# The chiral anomaly from spectral flow of the Dirac sea, with an illustration for TaP

## Premises

In the chiral representation the massless Dirac Hamiltonian $c\,\boldsymbol\alpha\cdot\mathbf p$ is block diagonal, with blocks $\pm c\,\boldsymbol\sigma\cdot\mathbf p$ belonging to the eigenvalues $\pm1$ of $\gamma^5$. Minimal coupling keeps this block form, so the wave equation suggests that the numbers of right-handed and left-handed electrons are conserved separately. Once the negative-energy states are filled, they are not. This is the anomaly found by Adler and by Bell and Jackiw in 1969. I will derive it by counting levels, as Nielsen and Ninomiya did for crystals in 1983, and then turn it into a conductivity.

The premises are these. The electron has charge $-e$ with $e>0$. Near a Weyl node the Hamiltonian is

$$H_\chi=\chi v\,\boldsymbol\sigma\cdot\boldsymbol\pi,\qquad \boldsymbol\pi=\mathbf p+e\mathbf A,\tag{1}$$

with momentum and energy counted from the node, $\chi=+1$ for right-handed (R) and $\chi=-1$ for left-handed (L). In vacuum $v=c$; in a crystal $v$ is a band velocity and $\boldsymbol\sigma$ acts on the two touching bands. The fields are classical and uniform, at first $\mathbf B=B\hat{\mathbf z}$ with $B>0$ and $\mathbf E=E\hat{\mathbf z}$. The electrons are independent. The density $n_\chi$ is counted from the filled sea, as occupied positive-energy states minus empty negative-energy states per volume, and $n_5=n_R-n_L$ refers to one pair of nodes.

## Landau levels

From $[p_i,A_j]=-i\hbar\,\partial_iA_j$ we get $[\pi_x,\pi_y]=-i\hbar e(\partial_xA_y-\partial_yA_x)=-i\hbar eB$. With $\ell^2=\hbar/eB$ define $a=\ell(\pi_x-i\pi_y)/\sqrt2\hbar$. Then $[a,a^\dagger]=(\ell^2/2\hbar^2)\,2i\,[\pi_x,\pi_y]=1$. Writing out the Pauli matrices,

$$H_\chi=\chi\begin{pmatrix}v\pi_z&\varepsilon_1a\\ \varepsilon_1a^\dagger&-v\pi_z\end{pmatrix},\qquad \varepsilon_1=\frac{\sqrt2\,\hbar v}{\ell}=\sqrt{2\hbar eBv^2}.\tag{2}$$

The operator $\pi_z$ commutes with $H_\chi$ and may be treated as a number. For $n\ge1$, the relations $a|n\rangle=\sqrt n\,|n-1\rangle$ and $a^\dagger|n-1\rangle=\sqrt n\,|n\rangle$ show that $H_\chi$ closes on the spinors $(|n-1\rangle,0)$ and $(0,|n\rangle)$. The $2\times2$ block is traceless with determinant $-(v^2\pi_z^2+n\varepsilon_1^2)$, so

$$\varepsilon_{n\pm}=\pm\sqrt{v^2\pi_z^2+n\varepsilon_1^2},\qquad n\ge1.\tag{3}$$

One spinor has no partner. Since $a|0\rangle=0$, the state $(0,|0\rangle)$ is an eigenstate by itself:

$$\varepsilon_0=-\chi v\pi_z.\tag{4}$$

This level is a one-way channel. Its velocity $\partial\varepsilon_0/\partial\pi_z=-\chi v$ has one sign at all momenta. The spin points against $\mathbf B$ at both nodes, and handedness ties the velocity to the spin, so right-handed electrons run against the field and left-handed ones along it.

For the degeneracy choose $\mathbf A=(0,Bx,0)$ in a box $L_xL_yL$. Then $\pi_y=\hbar k_y+eBx$, and the oscillator is centred at $x_0=-\ell^2k_y$. Periodic conditions space $k_y$ by $2\pi/L_y$, so the centres are spaced by $2\pi\ell^2/L_y$, and $L_xL_y/2\pi\ell^2$ of them fit. Each level has $eB/h$ states per area at each $\pi_z$.

## Spectral flow

Switch on the electric field through $A_z=-Et$. The canonical wave number $k=2\pi m/L$ stays a good quantum number, and

$$\pi_z=\frac{hm}{L}-eEt,\qquad \varepsilon_0=-\chi v\,\frac{hm}{L}+\chi evEt.\tag{5}$$

The $n=0$ levels form a ladder with rungs $hv/L$ apart. The whole ladder climbs for $\chi=+1$ and sinks for $\chi=-1$. After $t_0=h/eEL$ every level has moved by one rung, and the spectrum coincides with the original one, because a shift of $A_z$ by $h/eL$ is a gauge transformation compatible with the periodic box. The occupation does not coincide. Each electron stays on its level, since (5) is the only $n=0$ state with its $m$ and $k_y$, and (2) has no matrix element from it to $n\ge1$. At the right-handed node one more rung above zero is filled, and at the left-handed node one more rung below zero is empty. This happens once per orbit centre, $eBL_xL_y/h$ times in the time $t_0$. The levels (3) never cross zero and do not change the count. Dividing by $t_0$ and by the volume,

$$\frac{dn_\chi}{dt}=\chi\,\frac{eB}{h}\,\frac{eE}{h},\qquad \frac{d(n_R-n_L)}{dt}=\frac{2e^2}{h^2}\,\mathbf E\cdot\mathbf B=\frac{e^2}{2\pi^2\hbar^2}\,\mathbf E\cdot\mathbf B,\tag{6}$$

while $n_R+n_L$, and with it the charge, is conserved. The velocity has dropped out.

**Question.** *No electron has left its level. How can the particle number have changed?*

The sea is infinite, so its number has to be defined by a regulator, and the regulator must be gauge invariant. Weight each occupied level by $e^{\varepsilon/\Lambda}$, a function of the energy and hence of $\pi_z$. Measure energy in rungs, put $\delta=hv/L\Lambda$ and $s=t/t_0$, and fill the right-handed ladder from the top rung downward. The regulated number per orbit centre is $\sum_{j\ge0}e^{(s-j)\delta}=e^{s\delta}/(1-e^{-\delta})$. Its change since $t=0$ is $(e^{s\delta}-1)/(1-e^{-\delta})$, which tends to $s$ as $\delta\to0$. This is (6) again. For a filled level $\varepsilon_{n-}$ the sum runs over all $m$, is periodic in $s$, and does not drift. A cutoff on the canonical label $m$ would keep each $n_\chi$ constant, but $m$ changes under the gauge transformation just used, so that count is not an observable. In a crystal no regulator is needed. The sinking left-handed branch and the rising right-handed branch belong to one connected set of bands, joined far below the nodes, and (6) describes electrons carried through the depth of the valence band. That is also why the chiralities of all nodes in a Brillouin zone add to zero.

**Question.** *A strong field tears electron-hole pairs out of the higher levels. Do these not add to the rate?*

A transition from $\varepsilon_{n-}$ to $\varepsilon_{n+}$ creates a particle and a hole at the same node. It adds one occupied positive state and one empty negative state, and $n_\chi$ is their difference.

## Discrete symmetries and covariance

Both sides of (6) must transform alike. Inversion reverses $\mathbf p$ and keeps $\boldsymbol\sigma$, so it exchanges R and L and makes $n_5$ odd; $\mathbf E\cdot\mathbf B$, a polar vector times an axial one, is odd too. A mirror acts in the same way. Time reversal gives $\sigma_yH_\chi^*(-\mathbf p)\sigma_y=H_\chi(\mathbf p)$, since $\sigma_y\boldsymbol\sigma^*\sigma_y=-\boldsymbol\sigma$. It preserves chirality, so $n_5$ is even and $dn_5/dt$ odd, and $\mathbf E\cdot\mathbf B$ is odd through $\mathbf B$. Charge conjugation exchanges particles of one Weyl block with antiparticles of the other, $n_R\to-n_L$ and $n_L\to-n_R$, so $n_5$ is even; both fields change sign and their product is even. In vacuum $\mathbf E\cdot\mathbf B$ is Lorentz invariant, and whenever it is nonzero there is a frame with parallel fields. Equation (6) is therefore the uniform case of the covariant statement that the four-divergence of the axial number current equals $e^2\mathbf E\cdot\mathbf B/2\pi^2\hbar^2$.

A Dirac mass couples the two $n=0$ branches into $\pm\sqrt{c^2\pi_z^2+m^2c^4}$. In slow evolution the level that would have risen through zero turns back, and the flow stops. Any coupling of R to L works against the pumping.

**Question.** *Real cones are not isotropic. What survives?*

Let $H=\sum_{ij}V_{ij}\sigma_i\pi_j$, with $\chi=\operatorname{sgn}\det V$ and $\bar v=|\det V|^{1/3}$. The matrix $M=\chi V/\bar v$ has unit determinant. With $\boldsymbol\pi'=M\boldsymbol\pi$ and $\mathbf x=M^{T}\mathbf x'$ the Hamiltonian takes the form (1) with $v=\bar v$, and volumes are unchanged. Potentials and gradients transform with $M$, so $\mathbf E'=M\mathbf E$. The identity $(M\mathbf a)\times(M\mathbf b)=\det M\,(M^{T})^{-1}(\mathbf a\times\mathbf b)$ gives $\mathbf B'=(M^{T})^{-1}\mathbf B$. Hence $\mathbf E'\cdot\mathbf B'=\mathbf E\cdot\mathbf B$. The part of $\mathbf E'$ across $\mathbf B'$ does not change $\pi'$ along $\mathbf B'$; it makes the orbits drift, and the levels persist while it is below $\bar vB'$. More generally, the net number of levels that cross a fixed energy in one period $t_0$ is an integer. It cannot change under a continuous deformation, such as a moderate tilt or a smooth random potential, that does not couple the two nodes.

## The current carried by an imbalance

Suppose scattering within a node, with transport time $\tau$, is fast. Each node then holds a Fermi distribution $f$ with its own chemical potential $\mu+\delta\mu_\chi$. In full equilibrium no current flows, so only the change $\delta f$ matters. For $n\ge1$ the energy is even in $\pi_z$ and the velocity odd, and $\int d\pi_z\,v_z\,\delta f=0$. For $n=0$ use $|d\pi_z|=d\varepsilon/v$ and $\int d\varepsilon\,[f(\varepsilon-\delta\mu)-f(\varepsilon)]=\delta\mu$, which holds at any temperature:

$$\delta j_z=(-e)\,\frac{eB}{h}\int\frac{d\pi_z}{h}\,(-\chi v)\,\delta f=\chi\,\frac{e^2B}{h^2}\,\delta\mu_\chi,\qquad \mathbf j=\frac{e^2}{h^2}\,(\mu_R-\mu_L)\,\mathbf B\ \text{ per pair}.\tag{7}$$

Energy conservation confirms it without reference to resolved Landau levels. Pumping moves $e^2\mathbf E\cdot\mathbf B/h^2$ electrons per volume and time from L to R, each at a cost $\mu_R-\mu_L$ at fixed entropy, and this power equals $\mathbf j\cdot\mathbf E$ with $\mathbf j$ from (7). For anisotropic cones $\mathbf j=M^{T}\mathbf j'$ is again along $\mathbf B$.

## Intervalley relaxation and the $B^2$ law

Define $\tau_v$ as the decay time of $n_5$ through scattering between the two nodes of a pair, assumed independent of $B$. Let both nodes have the same $D=\partial n_\chi/\partial\mu$, as mirror partners do at weak field. In linear response $n_5=D(\mu_R-\mu_L)$, and

$$\frac{dn_5}{dt}=\frac{2e^2}{h^2}\,\mathbf E\cdot\mathbf B-\frac{n_5}{\tau_v}\quad\Rightarrow\quad \mu_R-\mu_L=\frac{2e^2\tau_v}{h^2D}\,\mathbf E\cdot\mathbf B\tag{8}$$

in the steady state. Inserting (8) into (7) gives $j_i=\sigma^{a}_{ij}E_j$ with

$$\sigma^{a}_{ij}=\frac{2e^4\tau_v}{h^4D}\,B_iB_j\quad\text{per pair}.\tag{9}$$

It remains to find $D$. A branch contributes $(eB/h)/(h|v_z|)$ each time it crosses the energy $\mu$. The level (4) crosses once with $|v_z|=v$, and each level (3) with $n<n_m=\mu^2/\varepsilon_1^2$ crosses twice with $|v_z|=v/g(n)$, where $g(n)=(1-n/n_m)^{-1/2}$. At zero temperature

$$D=\frac{eB}{h^2v}\Big[g(0)+2\sum_{1\le n<n_m}g(n)\Big].\tag{10}$$

The bracket is twice a trapezoidal sum. Its leading value for $n_m\gg1$ is $2\int_0^{n_m}g\,dn=4n_m$, which gives $D=\mu^2/2\pi^2\hbar^3v^3$, the zero-field density of states. The Euler-Maclaurin term at $n=0$ is $-2g'(0)/12=-1/12n_m$, a relative change $-1/48n_m^2$. The singular upper end gives quantum oscillations. Near $n_m$ we have $g\simeq\sqrt{n_m/x}$ with $x=n_m-n$, and $|\int_0^\infty x^{-1/2}e^{-2\pi ix}dx|=1/\sqrt2$, so the first Poisson harmonic has amplitude $4\sqrt{n_m/2}$, or $(2n_m)^{-1/2}$ relative to $4n_m$. Averaging with $-\partial f/\partial\varepsilon$ multiplies it by $X/\sinh X$, with $X=2\pi^2k_BT/\Delta$ and the level spacing $\Delta=\varepsilon_1^2/2|\mu|=\hbar\omega_c$, $\omega_c=eBv^2/|\mu|$. The same average replaces $\mu^2$ in the smooth part by $\mu^2+\pi^2k_B^2T^2/3$. Thus at weak field, for $\mathbf E\parallel\mathbf B$,

$$D=\frac{\mu^2+\pi^2k_B^2T^2/3}{2\pi^2\hbar^3v^3},\qquad \sigma^{a}=\frac{e^4v^3\tau_v\,B^2}{4\pi^2\hbar\,(\mu^2+\pi^2k_B^2T^2/3)}\quad\text{per pair},\tag{11}$$

the $B^2$ law obtained by Son and Spivak in 2013. One power of $B$ comes from the pumping and one from the current. In the opposite limit $n_m<1$ the bracket in (10) is one, and (9) becomes $2e^3v\tau_vB/h^2$, linear in $B$ at fixed $\tau_v$.

The anomalous term adds to the Drude conductivity $\sigma_0=e^2Dv^2\tau/3$ per node. At $T=0$, using $\varepsilon_1^4=4\hbar^2e^2B^2v^4$,

$$\frac{\sigma^a}{2\sigma_0}=\frac{3e^2B^2\tau_v}{h^4D^2v^2\tau}=\frac{3}{16}\Big(\frac{\varepsilon_1}{\mu}\Big)^4\frac{\tau_v}{\tau}.\tag{12}$$

**Question.** *How do twelve pairs combine?*

TaP is body-centred tetragonal without an inversion centre. Its twenty-four nodes fall into two symmetry classes, four pairs called W1 and eight called W2, and the two members of each close pair are mirror images. Equation (6) holds node by node, so the total of right minus left grows at twelve times the rate (6). Nodes of one class share the same weak-field $D$, and those of equal chirality are pumped equally, so scattering among them changes nothing. If the classes relax independently, (9) is summed over pairs, each with its own $D_p$ and $\tau_{v,p}$. If all nodes of equal chirality share one chemical potential, the same steps give $2e^4B^2\tau_vN^2/(h^4\sum_pD_p)$ for $N$ pairs. For equal pairs both forms are $N$ times (9).

## Range of validity

The conductivity (11) needs more than the rate (6). I list the conditions.

First, $n_R$ and $n_L$ must belong to separate Fermi surfaces. Take the two-node model $H=\lambda(k_x^2-K^2)\sigma_x+\hbar v(k_y\sigma_y+k_z\sigma_z)$ with $\lambda=\hbar v/2K$, so that each node is isotropic, and node separation $\Delta K=2K$. The pockets merge at the saddle energy $\varepsilon_s=\lambda K^2=\hbar v\Delta K/4$. Above it $n_5$ has no meaning. Below it substitute $u=\lambda(k_x^2-K^2)$, so that $dk_x=du/(\hbar v\sqrt{1+u/\varepsilon_s})$. The surface of constant energy is a sphere in $(u,\hbar vk_y,\hbar vk_z)$, on which $u$ is uniformly distributed in $[-|\mu|,|\mu|]$. Then $D$ exceeds the cone value by the factor $[\sqrt{1+y}-\sqrt{1-y}]/y$ with $y=|\mu|/\varepsilon_s$.

Second, the field must not tunnel electrons between the nodes. For $\mathbf B$ along $z$ in the same model, $k_y$ acts as $\pm i\ell^{-2}\partial/\partial k_x$, and the $n=0$ solutions vary as $\exp[\pm(\ell^2/\hbar v)\int u\,dk_x]$. Between the nodes the exponent is $S=(\ell^2/\hbar v)\,4\lambda K^3/3=(\Delta K\ell)^2/6$. The two one-way levels acquire a coupling of order $\varepsilon_1e^{-S}$, which acts like the Dirac mass above.

Third, $\tau\ll\tau_v$. The same parameter $(\varepsilon_1/\mu)^4$ that appears in (12) controls the second-order quantum corrections within one node, to the density of states, the velocities and the energies, but these carry no factor $\tau_v/\tau$. They are smaller than $\sigma^a$ by about $\tau/\tau_v$ and need not have its sign.

Fourth, $n_m\gg1$ with damped oscillations, $|\mu|\tau/\hbar\gg1$, linear response $|\mu_R-\mu_L|\ll|\mu|$, and a sample longer than the valley diffusion length $\sqrt{v^2\tau\tau_v/3}$, over which the imbalance builds up.

**Question.** *Does the Lorentz force not give its own $B^2$ term?*

For an isotropic cone it does not touch $\sigma_{zz}$, because $v_z$ is constant on each cyclotron orbit. If $v_z$ varies around the orbit, the relaxation-time formula $\sigma_{zz}\propto\int_0^\infty e^{-t/\tau}\langle v_z(0)v_z(-t)\rangle\,dt$ weights a component oscillating at $\omega_c$ by $1/(1+\omega_c^2\tau^2)$. When a fraction $w$ of $\langle v_z^2\rangle$ sits in that component, $\sigma_{zz}$ changes by the relative amount $-w\,\omega_c^2\tau^2/(1+\omega_c^2\tau^2)$. This also starts as $B^2$, with the opposite sign, and we shall see that it can rival (12).

## Numbers for TaP

All material inputs are assumed round values, not fitted to anything: $\bar v=3.0\times10^5$ m/s as a typical mean velocity, approximate node separations of $0.3$ nm$^{-1}$ for W1 and $0.6$ nm$^{-1}$ for W2, $|\mu|=10$ meV, $\tau=1$ ps and $\tau_v=50$ ps. The conditions are $B=0.1$ T, $E=1$ V/m along $\mathbf B$ and $T=4$ K.

The rate (6) needs none of the material inputs. The degeneracy is $eB/h=2.42\times10^{13}$ m$^{-2}$, one pair pumps $1.17\times10^{28}$ m$^{-3}$s$^{-1}$, and twelve pairs pump $1.40\times10^{29}$ m$^{-3}$s$^{-1}$.

The scales are $\hbar v=0.197$ eV nm, $\ell=81$ nm, $\varepsilon_1=3.44$ meV, $n_m=8.44$, $\Delta=0.592$ meV and $k_BT=0.345$ meV, so that $X=11.5$. The smooth field correction to $D$ is $2.9\times10^{-4}$ in relative size, the oscillation amplitude is $6\times10^{-5}$, and the thermal term adds $0.39\,\%$. The cone value is $D=6.61\times10^{23}$ eV$^{-1}$m$^{-3}$ per node. Integrating $D$ over $\mu$ gives a carrier density $(|\mu|^3+\pi^2k_B^2T^2|\mu|)/6\pi^2\hbar^3v^3=2.22\times10^{21}$ m$^{-3}$ per node.

In the steady state each pair holds $n_5=5.85\times10^{17}$ m$^{-3}$, and $\mu_R-\mu_L=0.89\ \mu$eV, deep in the linear regime. Equation (11) gives $\sigma^a=8.3\times10^{2}$ S/m per pair, and $1.0\times10^{4}$ S/m for twelve equal pairs. The Drude value for twenty-four nodes is $7.6\times10^{4}$ S/m, so the longitudinal conductivity rises by the fraction $0.13$.

Now the conditions. The saddle energies are $15$ meV for W1 and $30$ meV for W2. Band curvature raises $D$ by the factors $1.07$ and $1.015$ and lowers $\sigma^a$ by the same factors, which is why the conductivities carry two figures at most. The tunnelling exponent for W1 is $S=99$; it falls to one at $B=\hbar\Delta K^2/6e=9.9$ T. The intranode quantum terms are of relative order $\tau/\tau_v=0.02$. Further, $|\mu|\tau/\hbar=15$, the valley diffusion length is $1.2\ \mu$m, and $vB=3.0\times10^4$ V/m is far above the applied field. The classical term is not small: $\omega_c\tau=0.90$ gives a relative change $-0.45\,w$, which cancels the anomalous rise at $w=0.29$.

**Question.** *Can all twelve pairs really sit at 10 meV from the Fermi level?*

They cannot, and the twelve-pair conductivity is an idealisation. The W1 and W2 nodes of TaP are typically placed several tens of meV apart in energy. With the Fermi level $10$ meV from W2, it lies beyond the $15$ meV saddle of W1. Each W1 pair then forms one pocket, intranode scattering already mixes the chiralities, and these four pairs drop out of (11) while still adding to the Drude background. The eight W2 pairs give $6.6\times10^{3}$ S/m, and the fractional rise falls below $0.13$. If the Fermi level of a given crystal lies beyond the W2 saddle as well, the first condition fails for all pairs and (11) does not apply. A falling longitudinal resistance is then no evidence for (6), the more so because a magnetic field that suppresses the transverse conductivity confines the current from small contacts to a narrow jet along $\mathbf B$, and this alone can lower the voltage read at the side of the sample.